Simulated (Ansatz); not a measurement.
Sc: pressure and energy change per atom as volume scale varies

Results calculated with Ansatz 0.2.0, not measured. Plane-wave DFT, scalar-relativistic PAW made under PBE with cores redone for the functional, no dispersion; the given relaxed cell is scaled uniformly, energy at zero smearing counts from the unscaled cell, pressure at the given Fermi-Dirac smearing is positive in compression.

The cell before it is scaled or strained (space group Pm-3m, No. 221):
```
cell vectors (Å)
   2.9182     0.0000     0.0000
   0.0000     2.9182     0.0000
   0.0000     0.0000     2.9182
atoms (fractions of the cell vectors)
Sc  0.00000  0.00000  0.00000
```

Settings of every row: spin polarised no; functional PBEsol; wave cutoff 420 eV; smearing width 0.1 eV; k mesh 12x12x12.

Atom starting moment: 0 on all atoms.

Limits: the cell comes from a prototype or a list of computed structures and needn't be the stable phase.

| row | volume scale | V (Å³/atom) | pressure (GPa) | energy change per atom (meV) |
| --- | --- | --- | --- | --- |
| 1 | 0.88 | 21.869 | 5.63 | 43.39 |
| 2 | 0.92 | 22.863 | ? | ? |
| 3 | 0.96 | 23.857 | 1.55 | 3.27 |
| 4 | 1.04 | 25.845 | -1.4 | 5.68 |
| 5 | 1.08 | 26.839 | -2.57 | 19.03 |
| 6 | 1.12 | 27.833 | -3.57 | 39 |

Question: what pressure and energy change per atom should row 2 give?

Worked fit of pressure. Take u = (V_r/V)^(2/3) − 1 with V_r = 25.845 Å³ an atom, which is twice the finite (Eulerian) strain; such expansions in the strain, on which the Birch-Murnaghan equation of state is built, carry the rest volume and the bulk modulus. The shown rows have u = 0.1178, 0.05481, 0, -0.02485, -0.0482. Least squares give pressure = −1.406 + 49.138 × u + 89.78 × u² GPa; a straight line predicts inner rows, each left out in turn, worse (root mean square 0.3 against 0.011 GPa). The rows lie off it by 0.00, -0.01, 0.01, 0.00, 0.00. The pressure vanishes at u = 0.0273, or V = 24.82 Å³ an atom, and there the bulk modulus at fixed shape and fractions is B = −V dP/dV = (2/3)(1 + u) dP/du = 37 GPa. The withheld row has u = 0.08516, so the fit gives −1.406 + 49.138 × (0.08516) + 89.78 × (0.08516)² = 3.43 GPa.

The calculation gave 3.43 GPa. The fit meets it to the printed digit.

Worked fit of energy change per atom. Take u = (V_r/V)^(2/3) − 1 with V_r = 25.845 Å³ an atom, which is twice the finite (Eulerian) strain; such expansions in the strain, on which the Birch-Murnaghan equation of state is built, carry the rest volume and the bulk modulus. The shown rows have u = 0.1178, 0.05481, 0, -0.02485, -0.0482. Least squares give energy change per atom = 6.032 − 387.683 × u + 5993.88 × u² meV; a straight line predicts inner rows, each left out in turn, worse (root mean square 20 against 0.81 meV). The rows lie off it by -0.15, 0.48, -0.35, -0.34, 0.36 (root mean square 0.35 meV). The withheld row has u = 0.08516, so the fit gives 6.032 − 387.683 × (0.08516) + 5993.88 × (0.08516)² = 16.49 meV.

The calculation gave 17.1 meV. The fit lies 0.61 meV (3.6 % of the value, 1.5 % of the column's range) below it; its largest miss of a shown row is 0.48 meV.
